**Q:** I have eight ordered metals here, each with one atom A to three atoms B. Which element in each of them ends up with extra electrons, and could I have known beforehand?

Eight ordered AB₃ metals in space group I4/mmm, relaxed with Ansatz 0.2.0 (r2SCAN, plane-wave PAW, scalar-relativistic, no spin polarisation, cutoff 500 eV, Gaussian smearing of 0.1 eV). Bader charges are positive for atoms that lose electrons, and d electrons are Löwdin populations. Site values are means over the atoms of that element; valence electrons are per formula unit.

| formula | element on site A | Z A | element on site B | Z B | difference of Pauling electronegativities | valence electrons | volume per atom (Å³) | shortest distance (Å) | k mesh | Bader charge, site A (e) | Bader charge, site B (e) | Bader volume, site A (Å³) | Bader volume, site B (Å³) | d electrons, site A (e) |
| --- | --- | --- | --- | --- | --- | --- | --- | --- | --- | --- | --- | --- | --- | --- |
| Li3Al | Al | 13 | Li | 3 | 0.63 | 6 | 17.09 | 2.842 | 16×16×16 | -2.51 | 0.84 | 56.29 | 4.02 | 0.00 |
| YSn3 | Y | 39 | Sn | 50 | 0.74 | 15 | 26.14 | 3.141 | 14×14×14 | 1.53 | -0.51 | 17.28 | 29.09 | 2.33 |
| Ir3Rh | Rh | 45 | Ir | 77 | 0.08 | 36 | 14.06 | 2.708 | 16×16×16 | 0.14 | -0.05 | 12.70 | 14.52 | 8.18 |
| AgAu3 | Ag | 47 | Au | 79 | 0.61 | 44 | 17.45 | 2.902 | 14×14×14 | 0.30 | -0.10 | 15.16 | 18.21 | 9.87 |
| Zr3Sn | Sn | 50 | Zr | 40 | 0.63 | 16 | 22.58 | 3.075 | 14×14×14 | -1.58 | 0.53 | 30.30 | 20.01 | 9.99 |
| TaGa3 | Ta | 73 | Ga | 31 | 0.31 | 14 | 15.56 | 2.679 | 16×16×16 | 0.68 | -0.23 | 16.23 | 15.34 | 4.35 |
| K3Hg | Hg | 80 | K | 19 | 1.18 | 15 | 48.46 | 4.055 | 10×10×10 | -1.48 | 0.49 | 85.11 | 36.24 | 9.99 |
| Y3Pb | Pb | 82 | Y | 39 | 1.11 | 13 | 29.55 | 3.313 | 12×12×12 | -2.08 | 0.69 | 44.37 | 24.61 | 9.97 |

**A:** Usually the element with the higher electronegativity, which you can look up. The Bader charge measures the outcome: the electron density is cut into one region per atom along the valleys between neighbouring atoms, and the electrons in each region are counted. A positive charge means that the atom has lost electrons. In Zr3Sn the tin gains and in AgAu3 the gold gains, as their electronegativities say, and the same holds in seven of the eight rows. The table prints only the size of the electronegativity difference, so you must look up which partner is ahead.

The eighth row is Ir3Rh, and it shows the limit of two nearly equal partners. The electronegativities differ by only 0.08, so they give almost no reason to expect a transfer. The Bader charge makes Rh slightly positive, although it is the more electronegative of the two. A second way of counting, the Löwdin populations, projects the electrons onto atomic orbitals and gives Rh slightly more electrons than Ir. Both differences are small and they point in opposite directions, so these data don't settle which way the charge moves.

**Q:** Zr3Sn and AgAu3 have nearly the same electronegativity difference. Do they also transfer the same charge?

**A:** Far from it. The charge on Sn is −1.58 and that on Ag is 0.30, a ratio of about five. The electronegativity difference tells you how strongly one atom pulls, but the result probably also depends on how many electrons there are to be pulled.

A silver atom has one outer s electron above a filled d shell, so one electron is about all that it can easily give. In Zr3Sn the three Zr atoms own twelve valence electrons, and one Sn atom has room for four more before its outer shell is full. I call this number the count: the electrons that the donors own or the places that the acceptors have free, whichever is smaller. It is one for AgAu3 and four for Zr3Sn.

**Q:** Can you turn that into a formula I could use on the back of an envelope?

**A:** Take one bonding state shared by two neighbours. If their energy levels are equal, the electrons sit half on each atom and no charge moves. If one level lies far below the other, the electrons sit almost wholly on the lower atom, and the transfer is complete. Near the first limit the shifted fraction grows in proportion to the level difference, divided by the strength of the coupling between the atoms.

Now let the electronegativity difference stand for the level difference, and treat the coupling as the same in every compound. The size of the charge on A is then

charge ≈ 0.50 × count × electronegativity difference.

For Zr3Sn this gives 0.50 × 4 × 0.63 = 1.26 electrons, about a fifth below the calculated 1.58. For AgAu3 it gives 0.3, as calculated. Keep the formula to modest differences: at a difference of 2 it would already move the whole count, which is the most that this picture allows.

**Q:** Where does the 0.50 come from, and how far should I trust it?

**A:** It is a single constant adjusted to six rows, and both compounds that I just worked out were among them. Ir3Rh was left out because both elements have open d shells and the count has no clear meaning; Li3Al was left out for a reason that we should discuss separately. The typical miss is 0.26 electrons, for charges that run from 0.3 to about 2.1. The largest is in YSn3, where the formula gives too little.

On these six rows both factors help. With the electronegativity difference alone the typical miss is 0.45, and with the count alone it is 0.58. With Li3Al kept, however, all three rules miss by 0.6 to 0.7 electrons and hardly differ, so the case for using both factors rests on leaving that row out. TaGa3 shows why the count is not enough: tantalum could give five electrons, but the pull is weak and it loses only 0.68. Still, the form of the rule was chosen with these charges in view, so treat it as a compact summary with a physical reason behind it. The output printed after our exchange has the details.

**Q:** Yttrium appears in two of the compounds. Does it lose the same charge in both?

**A:** No. It loses 1.53 electrons in YSn3 but on average only 0.69 in Y3Pb, although lead is more electronegative than tin on the Pauling scale used here. The likely main reason is its place in the crystal. In YSn3 yttrium is the minority atom, and all twelve of its near neighbours are acceptors. In Y3Pb it is the majority atom, and only four of its twelve neighbours are lead.

If every contact between unlike atoms moved the same charge, the ratio would be three. It is 2.2, because each contact in Y3Pb carries more: 0.17 electrons, against 0.13 in YSn3. That fits lead's higher value on this scale, but these are means. The two kinds of yttrium site in Y3Pb carry +0.44 and +0.82, although each has four lead neighbours, so the number of unlike neighbours is only a first guide. So when you compare one element in two alloys, first ask how many of its neighbours are of the other kind. The acceptor changes here along with the composition, so this pair doesn't isolate the effect of position.

**Q:** Then back to Li3Al. Your formula gives about 0.9 electrons for it, and the table has 2.51. Is aluminium really almost a triply charged anion?

**A:** I would not read it that way. Look at the Bader volumes: the region assigned to aluminium fills 82% of the cell, while each lithium atom keeps only 4 Å³. Suppose that the six valence electrons were spread evenly through the crystal, with no preference for any atom. Aluminium's region would still hold about five of them, and since a neutral Al atom has three, it would be booked with a charge near −2.

Most of the charge can therefore arise from where the boundary falls. In a metal with nearly free electrons the density between the atoms is flat, and a shallow feature in it can decide who owns a large volume. The Löwdin count gives aluminium −1.3 in the same crystal. That count has its own weakness, because it uses no p orbital on lithium, so I would take it as a sign of how wide the uncertainty is and not as the correct value.

**Q:** K3Hg also combines an alkali metal with a more electronegative one. Does the same objection apply there?

**A:** Yes, at least in part. Leave out mercury's filled d shell, and there are five valence electrons in the formula unit. Mercury's region takes 44% of the cell, so an even spread would put about two electrons in it, which is what a neutral Hg atom has. The region in fact holds 70% of the five. So the electrons are crowded towards mercury, whereas in Li3Al the region of aluminium holds a share of electrons not much above its share of space.

But a neutral mercury atom already keeps its own two s electrons close. Leave those in place and spread only the three electrons of potassium evenly, and mercury's region would hold about 3.3 electrons, a charge near −1.3. The boundary may therefore account for much of the −1.48 here too. The Löwdin count can't decide, because it leaves out mercury's outer p orbital, the 6p. K3Hg was kept in the fit of the rule, which is one more reason to take its constant as rough.

You can make this check on any Bader charge. Compare the atom's share of the valence electrons with its share of the volume. If the two are close and the atom still carries a large charge, that charge may depend mainly on the boundary. Tin in Zr3Sn, our first example, is such a case: it holds about 35% of the valence electrons in 34% of the space, and that row too was kept in the fit. If they differ, the charge is not thereby shown to be chemical, as K3Hg warns. Nor does a close match prove an artefact: in LiF, a truly ionic crystal, the fluoride ions also hold most of both the electrons and the space.

**Q:** One last thing. If I put the charge of yttrium in YSn3 into a report, how many digits should I write?

**A:** Write "about +1.5, Bader", and keep the name of the method. With the Löwdin count the same yttrium atom has a charge of only +0.3. Changing the way of counting thus alters the result by more than one electron, and the second decimal has no chemical meaning. So don't compare a Bader charge from one source with a Löwdin charge from another as if they were the same quantity.

The value for tin needs one more warning. The table's −0.51 is a mean over two unlike kinds of tin site, whose charges are −0.74 and −0.40, so no single tin atom has the printed value. What you can carry over to a similar alloy is the reasoning: electronegativity usually gives the direction, the pull and the number of available electrons together give a rough idea of the size, and the volume check can warn you that a charge may come mainly from the boundary.

Output of the analysis:

```
Transfer in each row:
    row  chi(B) minus chi(A)  charge A in e  charge per A-B contact in e  closed-shell count  basin A in % of cell
  Li3Al                -0.63          -2.51                       0.2092                   3                 82.36
   YSn3                 0.74           1.53                       0.1275                   3                 16.53
  Ir3Rh                -0.08           0.14                      0.01167                   0                 22.57
  AgAu3                 0.61            0.3                        0.025                   1                 21.72
  Zr3Sn                -0.63          -1.58                       0.1317                   4                 33.54
  TaGa3                 0.31           0.68                      0.05667                   5                 26.07
   K3Hg                -1.18          -1.48                       0.1233                   3                 43.91
   Y3Pb                -1.11          -2.08                       0.1733                   4                 37.54
Rows whose sign of charge follows the Pauling order: 7
Charge on A, Zr3Sn over AgAu3: 5.267
Charge on A, Li3Al over Zr3Sn: 1.589
Charge of Y, YSn3 over Y3Pb: 2.217
fit of q on 6 rows ((nform > 0) & (share < 0.7)): coefficient of nform*chi_difference 0.4987 +/- 0.041; rms 0.255, worst YSn3 -0.423, leave-one-out rms 0.311
  rows outside the fit (model, value, miss): Li3Al 0.9426, 2.51, -1.57; Ir3Rh 0, 0.14, -0.14
Rms miss in e, difference alone, same six rows: 0.4459
Rms miss in e, count alone, same six rows: 0.5845
Rms miss in e with Li3Al kept, count times difference: 0.6179
Rms miss in e with Li3Al kept, difference alone: 0.6759
Rms miss in e with Li3Al kept, count alone: 0.7442
Valence electrons in the Al basin of Li3Al in %: 91.83
Valence electrons without Hg 5d in the Hg basin of K3Hg in %: 69.6
Loewdin charge of Al in Li3Al in e: -1.341
Loewdin charge of Y in YSn3 in e: 0.3121
Loewdin electrons in Ir3Rh, Rh minus mean Ir: 0.2451
Spread of Bader charge between the two Sn sites of YSn3 in e: 0.3383
Spread of Bader charge between the two Y sites of Y3Pb in e: 0.3754
Basin of Ta larger than that of Ga in %: 5.802
Largest departure from neutrality in e: 0.01
```
